Question

The table gives the stress in wurtzite cadmium sulfide, computed with a hybrid density functional at twelve fixed cell sizes. Volume is per atom, c/a is the ratio of the two edges of the hexagonal cell, and the shortest distance is that between a cadmium and a sulfur neighbour. Stress zz acts along c, stress xx and stress yy across it, and pressure is the mean of the three. Positive values mean that the crystal pushes outwards, negative ones that it pulls inwards.

Ansatz 0.2.0, HSE06 with PAW potentials, for wurtzite CdS (4-atom cell, not spin-polarised), with a plane-wave cutoff of 420 eV, a 6×6×4 k mesh and fixed occupations. Each cell is held fixed, with atomic positions relaxed beforehand in r2SCAN. Pressure and stress are positive in compression.

```
volume (Å³/atom)     c/a  shortest distance (Å)  pressure (GPa)  stress xx (GPa)  stress zz (GPa)
          21.197  1.6246                  2.396          16.500           16.500           16.600
          21.591  1.6246                  2.411          14.300           14.200           14.400
          23.188  1.6246                  2.468           7.000            7.000            7.000
          23.781  1.6247                  2.489           4.800            4.800            4.800
          23.913  1.6247                  2.494           4.400            4.400            4.400
          24.652  1.6246                  2.519           2.200            2.200            2.200
          25.153  1.6084                  2.537           0.800            0.700            1.200
          25.790  1.6246                  2.557          -0.700           -0.700           -0.700
          26.177  1.6247                  2.570          -1.500           -1.500           -1.500
          26.962  1.6246                  2.595          -2.900           -2.900           -2.900
          28.579  1.6247                  2.646          -5.200           -5.300           -5.200
          29.412  1.6247                  2.671          -6.200           -6.200           -6.100
```

(a) Why does the pressure fall as the cell grows, and why does it change sign?

(b) Suppose that the energy near its minimum is a parabola in the volume. Take the slope from the rows at 24.652 and 25.790, predict the pressure of the smallest and the largest cell, and explain what goes wrong.

(c) The cell at 25.153 has clearly unequal stresses, yet its pressure is hardly out of line. Explain both facts.

Model answer

(a) Pressure is the energy that the crystal gives up for each unit of volume it gains. In symbols, with E the energy and V the volume, both per atom:

P = −dE/dV

Two tendencies compete in E. Cadmium and sulfur attract each other, through their opposite charges and through the electrons they share, and this favours a small cell. Against it stands the repulsion between filled shells: where they overlap, the Pauli principle forces the electron waves to vary more sharply in space, which costs kinetic energy. As the cell grows, the repulsion fades faster than the attraction, so the pressure falls. In a small cell repulsion wins and the crystal pushes outwards; in a large one attraction wins and the crystal pulls inwards. The two balance near 25.5 Å³ per atom, where the energy is lowest and the pressure is zero.

(b) A parabola with its minimum at V₀ and curvature k gives a straight line for the pressure:

E = E₀ + ½ k (V − V₀)²
P = k (V₀ − V)

The two rows on either side of zero pressure set both constants:

k = (2.2 + 0.7) / (25.790 − 24.652) = 2.548 GPa per Å³/atom
V₀ = 24.652 + 2.2 / 2.548 = 25.52 Å³/atom

The end rows took no part in this, so they test the assumption:

smallest cell: P = 2.548 × (25.52 − 21.197) = 11.0 GPa
largest cell: P = 2.548 × (25.52 − 29.412) = −9.9 GPa

The calculation gives 16.5 and −6.2 GPa. The parabola therefore misses a third of the pressure in the smallest cell and overstates the tension in the largest by 60%. Both errors have one meaning: the energy well is lopsided, with a steep wall towards small volumes and a gentle slope towards large ones. Between the ends of the table the pressure lost per Å³ of added volume drops by a factor of about 3.5.

The cause lies in the different reach of the two tendencies. The overlap of filled shells grows almost exponentially as the atoms approach, while the attraction changes slowly with distance. Shortening the bonds by 6%, as in the smallest cell, makes the repulsion climb ever faster. Lengthening them by 5%, as in the largest, leaves much of the repulsion in place but makes it fall ever more slowly, and the attraction that outweighs it is itself fading. A crystal pulled apart completely must end with no tension at all, so the curve has to flatten on that side.

(c) The cell edges, worked out from volume and c/a, show what sets this row apart. Its c edge is the same as that of the row at 24.652, and only the a edge has been widened, by 1%. The other eleven cells are uniformly scaled copies of one shape. The comparison of these two rows thus isolates a sideways stretch.

The stretch lowers stress xx by 1.5 GPa and stress zz by 1.0 GPa. The first drop is the direct effect of giving the crystal more room sideways. The second occurs although the c edge has not moved. Each atom has four bonds arranged as a tetrahedron, and three of them slant between the c direction and the plane across it. When the plane widens, these slanting bonds lengthen and tip over, so they also push less along c. The atoms, which were relaxed in each cell with another functional (r2SCAN) before the stress was computed, shift in response, and the fourth bond, which runs along c, lengthens too. The table shows it: in the row at 24.652 the four bonds are almost equally long, and the shortest distance grows from 2.519 to 2.537 Å although the c edge is unchanged. The coupling is incomplete, and a stress difference of 0.5 GPa is left.

The pressure stays in line because it depends mainly on volume and hardly on shape. A straight line between the uniformly scaled neighbours gives 0.92 GPa at this volume, against 0.8 GPa in the table. Curvature and rounding account for that gap: over the range of the table the true curve sags below a straight line drawn between two of its points, and the unrounded pressure of this run lies where the curve of the uniformly scaled cells would put it.

The uniformly scaled cells show why shape matters so little. Changing their volume creates almost no difference between the stresses. Because every stress is a derivative of one and the same energy, the reverse must hold as well: a small change of shape at fixed volume creates almost no change of pressure.

Remarks on the reasoning

The answer to (a) leans on the stresses, which were only loosely converged in these runs. The total energies of the same runs provide a test. Between the two smallest cells the energy difference, divided by the volume difference, gives 15.4 GPa, equal to the mean of the two listed pressures. Over the other intervals the two routes agree within about 0.1 GPa, except between 21.591 and 23.188. There they differ by 0.24 GPa, mostly because the mean of two end points overshoots a curved line across so wide a gap. The step from 24.652 to 25.153 is a special case: only the a edge moves, so the energy difference measures stress xx and not the pressure. It gives 1.42 GPa, equal to the mean of the two unrounded values of stress xx, while the two pressures average 1.5 GPa.

A careful candidate will notice that part of the bend in (b) is geometry. Pressure is force per area, and the area shrinks with the bond. Bonds that obeyed Hooke's law exactly would therefore already give more than the straight line in the smallest cell, by about a fifth:

3 × 0.06 / 0.94² = 0.20, against 1 − 0.94³ = 0.17

Both numbers are pressures in units of the stiffness at zero pressure. The calculation exceeds the straight line by half, so most of the bend is a real hardening of the bonds.

That this hardening comes from overlapping shells is argued from theory. The runs agree with it but do not prove it: the kinetic energy of the smooth part of the electron waves rises by 0.74 eV for each Å³ of compression at the small end of the table, and by 0.38 eV at the large end. The sharply varying part close to the nuclei is not in this figure. The rise has the right direction and steepens under compression, as the argument asks, but electrons shared in bonds also gain kinetic energy when they are squeezed, so it does not single out the filled shells.

For practical use, the slope around zero pressure corresponds to a bulk modulus of about 64 GPa (62 GPa with the unrounded pressures), so squeezing out 1% of the volume takes roughly 0.6 GPa. This figure serves for small changes only; the failure of the parabola shows how quickly it goes wrong. It also belongs to a crystal without thermal or zero-point vibrations, which usually make a solid slightly larger and softer. At a pressure of a few GPa, a rough recalled value, real cadmium sulfide changes to the rocksalt structure. The most compressed rows therefore describe wurtzite held in place by the calculation, not a state that a press would deliver.

The argument in (c) rests on bonds that are about equally stiff in every direction. A layered crystal such as graphite is the opposite case: strong bonds within the sheets, weak contact between them. Scaling it uniformly builds up far more stress along the sheets than across them. By the same reciprocity its pressure would then depend on shape as well as on volume, and a cell with a different c/a could not be placed on the curve of the others.

The printed output below lists the cell edges, the slopes and the interval-by-interval comparison with the energies.

Output of the analysis:

```
Edges, stress difference, and pressure over the interval from the row above:
     row  'a (Å)'  'c (Å)'  'zz less xx (GPa)'  'from energies (GPa)'  'mean of two pressures (GPa)'
  21.197    3.921    6.369                 0.1                    n/a                            n/a
  21.591    3.945    6.409                 0.2                  15.41                           15.4
  23.188     4.04    6.563                   0                  10.41                          10.65
  23.781    4.074    6.619                   0                  5.883                            5.9
  23.913    4.081    6.631                   0                  4.612                            4.6
  24.652    4.123    6.698                   0                  3.257                            3.3
  25.153    4.165    6.698                 0.5                  1.415                            1.5
   25.79    4.185      6.8                   0                 0.1383                           0.05
  26.177    4.206    6.834                   0                 -1.045                           -1.1
  26.962    4.248    6.901                   0                 -2.209                           -2.2
  28.579    4.331    7.037                 0.1                 -4.144                          -4.05
  29.412    4.373    7.104                 0.1                 -5.708                           -5.7
Pressure lost per Å³/atom, 21.197 to 23.188 (GPa): 4.771
Pressure lost per Å³/atom, 23.188 to 24.652 (GPa): 3.279
Pressure lost per Å³/atom, 24.652 to 25.790 (GPa): 2.548
Pressure lost per Å³/atom, 25.790 to 26.962 (GPa): 1.877
Pressure lost per Å³/atom, 26.962 to 29.412 (GPa): 1.347
Steepest slope over flattest slope (ratio): 3.542
Bulk modulus around zero pressure, 24.652 to 25.790 (GPa): 64.27
Volume at zero pressure, straight line between 24.652 and 25.790 (Å³/atom): 25.52
Bond change from zero pressure to the smallest cell (%): -5.979
Bond change from zero pressure to the largest cell (%): 4.812
Parabola estimate of the pressure at 21.197 (GPa): 11
Parabola estimate of the pressure at 29.412 (GPa): -9.93
Smooth-wave kinetic energy gained per Å³ of compression, 23.188 to 21.197 (eV): 0.737
Smooth-wave kinetic energy gained per Å³ of compression, 29.412 to 26.962 (eV): 0.3793
Fall of stress xx from 24.652 to 25.153 (GPa): 1.5
Fall of stress zz from 24.652 to 25.153 (GPa): 1
Pressure at 25.153 on a straight line between the uniform neighbours (GPa): 0.9233
```
